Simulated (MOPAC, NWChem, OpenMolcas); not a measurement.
BH3O2 (SMILES OBO): methods side by side

The runs start from one conformer, not always the lowest.

BH3O2, singlet, SMILES `OBO`. Each level relaxes the structure for itself.

Each level gives the zero-point energy at each level's own minimum (kJ/mol). The values are calculated.

| level | kind | program | value (kJ/mol) |
| --- | --- | --- | --- |
| AM1 | semi-empirical | MOPAC | 115.6 |
| MNDO | semi-empirical | MOPAC | 122.1 |
| MNDOD | semi-empirical | MOPAC | 122.1 |
| PM3 | semi-empirical | MOPAC | 111.5 |
| HF/3-21G | Hartree–Fock | OpenMolcas | 115.7 |
| HF/6-31G* (spherical functions) | Hartree–Fock | NWChem | 119.0 |
| HF/6-31G* (Cartesian functions) | Hartree–Fock | OpenMolcas | 119.3 |
| HF/cc-pVTZ | Hartree–Fock | OpenMolcas | 119.0 |
| B3LYP-D3(BJ)/def2-SVP | global hybrid | NWChem | 111.7 |
| BB1K/STO-3G | hybrid meta-GGA | NWChem | 122.4 |

Harmonic and unscaled. The values span 111.5 to 122.4 kJ/mol.

The zero-point energy of dihydroxyborane is dominated by the stiff O–H and B–H stretches, with smaller contributions from the B–O stretches and the bends. Hartree–Fock with polarised basis sets is nearly converged, at 119.0 to 119.3 kJ/mol, whereas B3LYP-D3(BJ)/def2-SVP gives 111.7 kJ/mol. That gap far exceeds the change from 6-31G* to cc-pVTZ, so it probably reflects mainly the missing electron correlation in Hartree–Fock, which makes bonds too stiff near their minima.

The lower HF/3-21G value is therefore no sign of a better force field, since it moves away from the larger-basis Hartree–Fock result. The highest value, from BB1K/STO-3G, can't be assigned to the functional or the minimal basis separately. MNDO and MNDOD coincide because the d extension leaves H, B and O unchanged. PM3 lies close to B3LYP, but agreement in a sum over modes doesn't establish agreement in the individual frequencies, where errors in stretches and bends can cancel.
